A band gap is the difference of two levels, so an error spoils it only as far as it strikes the two unequally. Let $\delta_c$ be the error of the lowest empty level, the conduction edge, and $\delta_v$ that of the highest filled level, the valence edge. The error of the gap is then

$$\delta_{\text{gap}}=\delta_c-\delta_v .$$

A shift common to both edges drops out, however large it is. An error that lifts the empty level more than the filled one opens the gap. These two cases are enough to read five calculations of one and the same CdSe crystal, all with the PBE functional.

Kohn–Sham DFT calculations of CdSe (P6₃mc, 4 atoms) with FLEUR, Ansatz and SIESTA, using the PBE functional without spin polarisation or spin–orbit coupling. The gaps are taken on a 7×7×4 $k$ mesh, with Fermi–Dirac smearing of 0.05 eV. In the basis column, Kmax is in 1/bohr and values in eV are plane-wave cutoffs.

| program | potentials | basis | gap (eV) | direct gap (eV) | gap less the median of the rows (eV) |
| --- | --- | --- | --- | --- | --- |
| FLEUR | all electron | 4.67 Kmax | 0.703 | 0.703 | 0.000 |
| Ansatz | Ansatz PAW | 420 eV | 0.703 | 0.703 | 0.000 |
| Ansatz | PseudoDojo stringent | 1633 eV | 0.703 | 0.703 | 0.000 |
| SIESTA | PseudoDojo 0.4 standard NC | TZTP | 0.899 | 0.899 | 0.196 |
| SIESTA | PseudoDojo 0.4 standard, converted to PSML | DZP | 0.959 | 0.959 | 0.256 |

The first three rows agree to better than a millielectronvolt, although they treat the electrons near the nuclei in three different ways. FLEUR keeps all electrons. The projector augmented-wave method (PAW) and the pseudopotentials both freeze the deep core. PAW restores the full shape of the valence orbitals near the nucleus, whereas the pseudopotentials leave them smooth there. The two SIESTA rows stand apart, with gaps wider than the all-electron one by 0.196 and 0.256 eV, or 28 and 36 percent. As cell, functional, $k$ mesh and smearing are common to all five rows, the excess belongs to the way in which the orbitals and the cores are represented, and not to CdSe.

**What cancels**

The two Ansatz rows show how large a common shift can be. Their valence edges differ by 0.62 eV, yet their gaps are the same. An infinite crystal has no outside vacuum against which a level could be measured, so the zero of energy depends on how each potential is built. That choice moves both edges together. A single band edge therefore can't be compared between runs with different potentials, while a gap can.

The deep core drops out for a related reason. The stringent pseudopotentials treat eight more electrons per Se atom explicitly than the PAW run does, namely the 3s and 3p shells. These shells are compact and lie far below the valence levels, so forming the crystal hardly changes them. The valence electrons feel them as a nearly rigid charge, which a good frozen core reproduces. The two runs differ in more than these shells, but both meet the all-electron gap, so neither freezing the core nor smoothing the orbitals need widen a gap by tenths of an electronvolt.

**What does not cancel**

FLEUR and Ansatz build the valence orbitals from plane waves, which FLEUR joins to atomic-like functions inside spheres around the nuclei. Plane waves fill the whole cell evenly, and a higher cutoff refines them everywhere. SIESTA uses orbitals centred on the atoms and cut off at a finite radius. DZP gives each valence orbital two radial shapes and adds one set of polarisation functions, which let the orbital deform towards its neighbours. TZTP gives three radial shapes and three such sets.

A limited set of functions errs in a known direction. In a fixed potential, the levels found with it can't lie below the exact ones, and adding functions can only lower them or leave them where they are. This is the variational principle, and it holds for empty levels as well as for filled ones. In a self-consistent calculation the potential also changes a little, so the rule becomes a tendency. It suggests the sign of $\delta_c$ and of $\delta_v$, but the sign of the gap error depends on which of them is larger.

Here chemistry decides. The top of the valence band in CdSe consists mainly of Se 4p orbitals, which are filled and stay close to the Se atoms. Functions made from the free atom should describe them fairly well. The bottom of the conduction band has much Cd 5s character, mixed out of phase with orbitals of Se. Such an antibonding state changes sign between the neighbours and spreads into the open spaces of the lattice, which only the outer parts of the atom-centred functions describe. It needs more freedom of shape than the valence top, so a small basis should leave it too high by more.

The two SIESTA rows allow a check of this argument, because the basis is the only recorded change between them. Their potentials carry different labels in the table, but both runs use the PseudoDojo 0.4 standard set, converted to the same format. Going from DZP to TZTP lowers the conduction edge by 0.064 eV and the valence edge by only 0.004 eV. The gap must then shrink by

$$0.064-0.004=0.060\ \text{eV},$$

which is the step from 0.959 to 0.899 eV in the table. The subtraction itself is bookkeeping; what it brings out is that nearly the whole change comes from the empty level, as the argument requires. Comparing single edges is reasonable here because both runs use the same kind of potentials in the same cell, so that their zeros of energy should nearly coincide.

The same reasoning carries over to a similar semiconductor. Where the valence top is compact and the conduction bottom is a spread-out s-like state, a small atomic-orbital basis will tend to give too wide a gap. The argument supplies the direction of the error but not its size, which depends on how the functions were made.

**The part that remains**

The richer basis removes $0.060/0.256$, or about a quarter, of the excess found with DZP. The other three quarters are still there with TZTP. Two steps of this kind don't form a regular series, so they can't be extended to a limit.

The pressure gives a clear warning against such an extension. With TZTP the gap and the forces on the atoms both move towards the plane-wave results, but the pressure moves away: its excess over the Ansatz PAW run grows from 1.0 to 1.1 GPa. The variational principle limits the energy from one side, whereas pressure is minus the slope of the energy with volume. A basis error that changes with volume can push this slope either way. The better pressure of DZP is therefore no sign of a better basis.

One suspect for the remaining excess is the Cd part of the basis. In building it, SIESTA reports an error of 0.40 eV in the atomic valence level on which the functions above the semicore shell rest, and no such error for Se. A poorly shaped Cd 5s function would harm the conduction edge most, which fits the sign of the excess. This is still a guess. The 0.40 eV belongs to a step in making the functions for a free atom, and it can't be subtracted from the gap of the crystal, where several functions mix and partly repair one another.

The other suspect is the potential. SIESTA uses the standard PseudoDojo set, whereas the pseudopotential run that meets the all-electron gap uses the stringent one. Leaving the Se 3s and 3p shells in the core is not enough to explain the excess, since the PAW run does so too and still meets the all-electron gap. The agreement of the first three rows shows that a pseudopotential can be accurate enough for this gap. It doesn't show that the standard set is, or that its conversion for SIESTA kept its quality.

**Closer to experiment, but not better**

The measured gap of CdSe is roughly 1.7 eV at room temperature, so the SIESTA values lie nearer to it than the all-electron one. That is no merit. PBE is known to give gaps of semiconductors that are too small, and a basis that lifts the empty level hides a little of this deficit. The two errors have different origins and needn't offset each other to the same degree in another material. Spin–orbit coupling, which is left out here, would raise the valence top and narrow the gap by something like 0.1 eV, so it would widen the distance to experiment.

For practical work this separates two questions. The common value of the first three rows, 0.70 eV, is what PBE gives for this fixed crystal, and its distance from experiment is mainly a matter of the functional. The further 0.2 to 0.3 eV in the SIESTA rows is a matter of settings. Anyone who compares gaps from different sources should settle the second before discussing the first, since a difference of this size could easily be mistaken for an effect of composition or strain. The differences used here are collected in the printed output below.

What stays open is how the 0.196 eV left with TZTP divides between basis and potential. A plane-wave run that reads the same converted potential files as SIESTA would decide it. A gap near 0.70 eV would put the blame on the atomic orbitals, a gap near 0.90 eV would put it on the potentials, and a value in between would divide it.

Printed output of the fit:

```
Spread of the gap over FLEUR and both Ansatz rows, meV: 0.287
Valence edge of Ansatz stringent less that of Ansatz PAW, eV: 0.6178
Gap excess of SIESTA TZTP over FLEUR, eV: 0.196
Gap excess of SIESTA DZP over FLEUR, eV: 0.256
Gap excess of SIESTA TZTP over FLEUR, percent: 27.88
Gap excess of SIESTA DZP over FLEUR, percent: 36.42
Fall of the gap from DZP to TZTP, eV: 0.06
Share of the DZP excess removed by TZTP, percent: 23.44
Fall of the conduction edge from DZP to TZTP, eV: 0.06357
Fall of the valence edge from DZP to TZTP, eV: 0.003736
Fall of the total energy from DZP to TZTP, eV per cell: 0.4729
Extra electrons per Se atom in the stringent potentials: 8
Cd valence-level error reported by SIESTA, eV: 0.4027
Force excess of SIESTA TZTP over Ansatz PAW, percent: 16.21
Force excess of SIESTA DZP over Ansatz PAW, percent: 18.57
Pressure excess of SIESTA TZTP over Ansatz PAW, GPa: 1.145
Pressure excess of SIESTA DZP over Ansatz PAW, GPa: 0.9763
```
